# Two electrons, three orbitals: the triplets of a bent ion

## The question

The ion BH₂⁺ has four valence electrons. The table lists states of it from full configuration interaction, which is exact within the chosen basis set and with the boron core frozen, for one fixed, strongly bent shape with an H–B–H angle of about 67°. Energies are counted from the lowest triplet. The state multiplicity is 3 for two unpaired spins and 5 for four, and the state irrep is the symmetry label of the whole state.

Four triplet and two quintet states of the ion BH₂⁺, computed with Ansatz 0.2.0 by full configuration interaction in the cc-pVQZ basis, with the boron 1s core frozen. All states share one PBE0/def2-TZVP geometry, and energies are counted from the lowest triplet. Irreps are those of C2v, with the molecule in the yz plane.

| row | state multiplicity | state irrep | energy above the lowest state (eV) |
| --- | --- | --- | --- |
| 1 | 3 | B2 | 0.000 |
| 2 | 3 | A2 | 3.244 |
| 3 | 3 | B1 | 3.986 |
| 4 | 3 | A1 | 6.999 |
| 5 | 5 | A2 | 8.391 |
| 6 | 5 | A1 | 14.013 |

Four orbitals matter at first. The deepest, 2a₁, binds boron to both hydrogens. Next come 1b₂, which lies in the molecular plane and changes sign between the hydrogens, and 3a₁, a mixture of boron s and p pointing along the symmetry axis. The highest, 1b₁, is the boron p orbital that stands upright on the molecular plane. In a single-determinant calculation of row 1, the levels of 1b₂, 3a₁ and 1b₁ are −14.94, −13.28 and −6.35 eV.

1. Which occupations account for the symmetries of rows 1 to 3?
2. Why do these three states come in the order of the table?
3. Estimate the energy of row 2 from the orbital levels. How good is the estimate, and why?
4. Row 5 has the most parallel spins. Why is it not the lowest state?
5. Why is there such a wide step between the two quintets?
6. Can light lift the ion from row 1 to row 2, and to row 3?
7. What happens to rows 1 and 2 if the molecule is opened until it is linear? Is row 1 the ground state of the ion?
8. Which digits can be trusted?

## Model answer

**1. Occupations.** Two of the four electrons fill 2a₁. The other two have parallel spins, so they must sit in different orbitals, and there are three ways to choose two orbitals out of three. The symmetry of the state is the product of the symmetries of the two singly filled orbitals:

- 3a₁ and 1b₂ give B2, as in row 1;
- 1b₂ and 1b₁ give A2, as in row 2;
- 3a₁ and 1b₁ give B1, as in row 3.

The three choices thus yield the symmetries of the three lowest rows, each once. It is handy to name each state by the orbital that it leaves empty: 1b₁ in row 1, 3a₁ in row 2 and 1b₂ in row 3.

**2. Order.** The best state leaves the most costly orbital empty. That orbital is 1b₁, because it has no hydrogen partner: the hydrogens lie in the plane in which it vanishes. For the same reason it can't mix with the low-lying s orbital of boron. The other two orbitals enjoy one or both of these benefits, so row 1 lies lowest, with a clear gap of 3.244 eV to row 2.

Rows 2 and 3 both have one electron in 1b₁ and differ only in where the other one sits. In row 2 it is in 1b₂, in row 3 in the somewhat higher 3a₁. The two in-plane orbitals have similar levels at this angle, and the two states are accordingly close, 0.742 eV apart.

**3. An estimate from the levels.** Row 2 arises from row 1 by moving one electron from 3a₁ to 1b₁. If nothing else changed, the cost would be the distance between the two levels:

−6.35 eV − (−13.28 eV) = 6.93 eV.

The exact result is 3.244 eV, so the estimate is too large by a factor of about two. Nothing was fitted here. The same step for row 3, from 1b₂ to 1b₁, gives about 8.6 eV in place of 3.986 eV. The levels therefore give the right order of the two states, but not their energies.

The expected reason lies in what the level of an empty orbital means. It describes an additional electron, which would be repelled by all four valence electrons. A promoted electron is repelled by only three, since it has left its old place; put differently, it is attracted by the hole that it left behind. This attraction lowers both excitations. How much of the misfit it explains can't be read from the levels, because those of half-filled orbitals depend on how they are defined.

**4. Parallel spins.** Electrons with parallel spins keep out of each other's way, which lowers their repulsion as long as the orbitals stay the same. A triplet of four electrons has three pairs of parallel spins, and a quintet has six. Yet the lower quintet lies 8.391 eV above row 1, and above every triplet listed.

Its symmetry, A2, fits one electron in each of the four orbitals. To reach this arrangement, the pair in 2a₁ must be broken up, and 2a₁ is by far the deepest of the four orbitals. Starting from row 2, one of its electrons has to fill the empty 3a₁, which costs 5.147 eV even after the gain from the additional parallel pairs.

Hund's rule isn't violated. It ranks states that share the same occupation, whereas the quintet and row 1 fill the orbitals differently. The rule would place row 5 below the triplets and singlets that also have one electron in each of these four orbitals.

**5. The step between the quintets.** Four parallel electrons can be spread over four orbitals in one way only, and the result has the symmetry A2. The upper quintet has the symmetry A1. It must therefore place at least one electron in a fifth orbital, either an antibonding one or one far out from the nuclei. This new expense fits the step of 5.622 eV between rows 5 and 6. Symmetry alone doesn't tell which further orbital is used.

**6. Light.** Light moves an electron easily if the product of the old and the new orbital has the shape of a dipole, with a plus side and a minus side. For row 2 the electron goes from 3a₁ to 1b₁. Of the two mirror planes of the ion, the product changes sign only across the molecular one, so its dipole stands upright on that plane. The transition is allowed, at a wavelength of about 382 nm, on the edge between violet and ultraviolet.

For row 3 the electron goes from 1b₂ to 1b₁. The first changes sign between the hydrogens, the second across the molecular plane. Their product has four lobes of alternating sign, and its dipole cancels. Row 3 is thus dark as long as the nuclei stay in this symmetric shape, although it lies close to row 2. These are statements of symmetry; the strength of the allowed line wasn't computed.

**7. Opening the molecule.** In the linear molecule, boron has two p orbitals at right angles to the axis, and no direction around the axis is preferred. One of them is 1b₁. The other is what becomes of 3a₁, which loses its share of boron s as the angle opens. The two then have the same energy.

Rows 1 and 2 each have one electron in 1b₂ and one in either of these two orbitals. In the linear molecule they must therefore merge into one doubly degenerate state. The gap of 3.244 eV is the work of bending, which lets one p orbital mix with boron s and with the hydrogens, while symmetry bars the other from both. The table has a single angle, so this conclusion rests on symmetry and on the occupations found in answer 1.

Opening also helps 1b₂, since the boron p orbital in it comes to point straight at the hydrogens. It then pays to put both electrons there, with opposite spins. This is the established ground state of the ion: linear, with all electrons paired. Row 1 is the lowest triplet at the bent shape, and not the ground state.

**8. Digits.** The equations were solved to a residual below a thousandth of an eV. The error that this leaves in an energy is smaller still, because it shrinks with the square of the residual. All the printed decimals are therefore sound for this basis set and this shape. They would serve to check another program with the same settings. They don't say how far the values lie from nature, because no larger basis set was tried and the shape itself comes from an approximate method, the density functional PBE0.

Rows 4 and 6 call for the most caution. Row 6 needs a further orbital, and row 4 may use one. If such an orbital reaches far out, the basis set describes it poorly, and the state comes out too high. Whether this happens here is untested. Nor do the outputs show how many states of each symmetry were searched for, so further states may lie between those listed, above all near these two rows. All gaps, moreover, hold for nuclei that don't move. An excited ion would relax to a shape of its own, and the energy between relaxed states would differ.

## Remarks on the reasoning

The assignments don't all rest on equal ground. For row 1, the single-determinant calculation has exactly the occupation given in answer 1. For rows 2, 3 and 5, the occupation was inferred from symmetry and from the order of the levels. A good answer says so, and adds that an exact state is a mixture of many occupations, of which the named one is taken to be the leading part.

Level distances should not be read as excitation energies. Question 3 shows the damage: the order survives, and the size is off by a factor of two. Here the levels do tell which electron moves first, but the energy of the move needs a calculation of both states.

It is also worth asking whether single determinants would do for such a calculation. The exact energy of row 1 lies 2.101 eV below that of its determinant, because electrons avoid each other in more detail than one determinant can express. This is almost three times the distance between rows 2 and 3. A simple method can still put these two in the right order, as long as it doesn't raise row 2 relative to row 3 by more than that distance. To get the distance itself right, its errors in both states must largely cancel.

The ion occurs in the boron hydride plasmas that are used to dope silicon. The table alone doesn't tell what it takes to excite it there, because the linear singlet ground state isn't among the rows. The dose and the depth of the boron are set by the flux and the energy of the ions, about which these states say nothing.
